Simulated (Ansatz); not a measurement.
**AlH2Cl (SMILES [H][Al]([H])[Cl]): the energy, rung by rung**

The species is AlH2Cl (4 atoms), meant as a singlet with charge 0. SMILES: `[H][Al]([H])[Cl]`. The shape comes from GFN2-xTB, which is rough for such elements, and wasn't checked as a minimum.

```tsv
atom	x (Å)	y (Å)	z (Å)
Al	0.0498	0.0829	-0.0022
H	1.5870	0.1095	0.0133
H	-0.6511	1.4514	-0.0195
Cl	-0.9857	-1.6439	0.0084
```

Each level gives the energy change with the Al1–Cl4 bond stretched from 2.014 to 2.517 Å (eV). The values are calculated.

| level | kind | program | value (eV) | CPU time (all runs) |
| --- | --- | --- | --- | --- |
| SVWN5/STO-3G (restricted) | LDA | Ansatz | 1.24 | 1.3 s |
| PBE/STO-3G (restricted) | GGA | Ansatz | 1.08 | 1.9 s |
| r2SCAN/STO-3G (restricted) | meta-GGA | Ansatz | 1.18 | 4.7 s |
| r2SCAN0/STO-3G (restricted) | hybrid meta-GGA | Ansatz | 1.28 | 4.9 s |
| CAM-B3LYP/STO-3G (restricted) | range-separated hybrid | Ansatz | ? | 2.2 s |
| HSE06/STO-3G (restricted) | range-separated hybrid | Ansatz | 1.22 | 2.4 s |
| wB97M-V/STO-3G (restricted) | range-separated hybrid | Ansatz | ? | 31 s |
| B2PLYP/STO-3G (restricted) | double hybrid | Ansatz | 1.22 | 2.6 s |
| MP2/STO-3G (restricted) | perturbation theory | Ansatz | 1.31 | 0.23 s |
| CCSD(T)/STO-3G (restricted) | coupled cluster or CI | Ansatz | 1.25 | 0.3 s |

Question: Estimate what the levels marked ? give.

Answer: As computed at these levels: CAM-B3LYP/STO-3G (restricted): 1.26 eV; wB97M-V/STO-3G (restricted): 1.27 eV. CCSD(T)/STO-3G (restricted) is the highest level here, not the true value. The first shape isn't each level's own minimum. The values span 1.08 to 1.31 eV. All rows use very small basis sets, so even the best lies far from the true value. Times are those of the runs behind each value, whatever else they computed, on shared processors of several kinds: orders of magnitude only.

Stretching the Al–Cl bond costs 1.25 eV with CCSD(T), and most of the other levels fall close to that; PBE is the clear low outlier at 1.08 eV. The cost reflects the loss of a strongly polar σ bond: separating the partly positive aluminium from the partly negative chlorine weakens both their electrostatic attraction and orbital overlap, along with any modest donation from the chlorine lone pairs into the empty Al 3p orbital.

Adding exact exchange raises the energy in both related pairs, from PBE to HSE06 and from r2SCAN to r2SCAN0, probably because semilocal exchange favours the more diffuse bonding density of the stretched molecule. The ladder is not a steady climb towards CCSD(T), however: LDA lies nearer to it than either PBE or r2SCAN, which suggests cancellation between exchange and correlation errors rather than a better description of the bond. Two points on the stretching curve give neither the dissociation energy nor the harmonic force constant.
